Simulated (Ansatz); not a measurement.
## Ta3Cu and the effect of the functional

The cell as given:

Space group I4/mmm (No. 139). a = 4.013 Å, b = 4.013 Å, c = 8.416 Å, α = 90.00°, β = 90.00°, γ = 90.00°
```
atom  site  symmetry       x       y       z
  Ta    2b     4/mmm  0.5000  0.5000  0.0000
  Ta    4d      -4m2  0.5000  0.0000  0.2500
  Cu    2a     4/mmm  0.0000  0.0000  0.0000
```

The cell comes from a database or a generator and needn't be the stable form of this composition.

Kept alike: task relaxation of cell and atoms; k mesh 9 × 9 × 9; occupations fermi-dirac, width 0.05 eV; no spin polarisation. Program: Ansatz, Ansatz PAW. Cutoffs run from 420 to 500 eV. The mesh is that of the run's cell of 4 atoms. No spin-orbit coupling.

| run | volume (Å³/atom) |
| --- | --- |
| A | 15.923 |
| B | 17.590 |
| C | 16.693 |
| D | 17.326 |
| E | 16.369 |
| F | 17.230 |
| G | 16.988 |

The relaxations keep at least the cell's symmetry (I4/mmm). For a metal such a mesh leaves the last digits unconverged. Relaxations stop with a little pressure left, so the last digits of a volume or edge aren't settled. All rows use potentials made for PBE.

Question: The runs differ in the functional (and the cutoff that goes with it) alone: BLYP; LDA; PBE; PBEsol; RPBE; r2SCAN; revPBE. Which run is which?

Answer: Run A is LDA; run B is BLYP; run C is r2SCAN; run D is RPBE; run E is PBEsol; run F is revPBE; run G is PBE. The volume runs from 15.923 (LDA) to 17.590 Å³/atom (BLYP). From PBE: BLYP +0.602; LDA -1.065; PBEsol -0.619; RPBE +0.338; r2SCAN -0.295; revPBE +0.242.

The volumes follow the familiar order for metals, with LDA the most compact and BLYP the most expanded. LDA overbinds because it underestimates the energy gained by an inhomogeneous density, which favours separated atoms over the smoother density of the solid. Gradient corrections restore part of that gain. PBEsol, with its weaker exchange enhancement, therefore stays closer to LDA than PBE does, while revPBE and RPBE enhance exchange more strongly and expand the lattice further. These two are built so much alike that their relative order is the least secure part of the assignment.

BLYP lies highest, probably in part because its correlation doesn't recover the uniform electron gas, a limit that matters for delocalised metallic electrons. r2SCAN falls between PBEsol and PBE, which suggests that its use of the kinetic-energy density to recognise metallic bonding tempers the expansion. The spread measures sensitivity to the functional, not accuracy, and a compact volume is no sign that Ta and Cu, which are nearly immiscible in the bulk, would form this ordered compound.
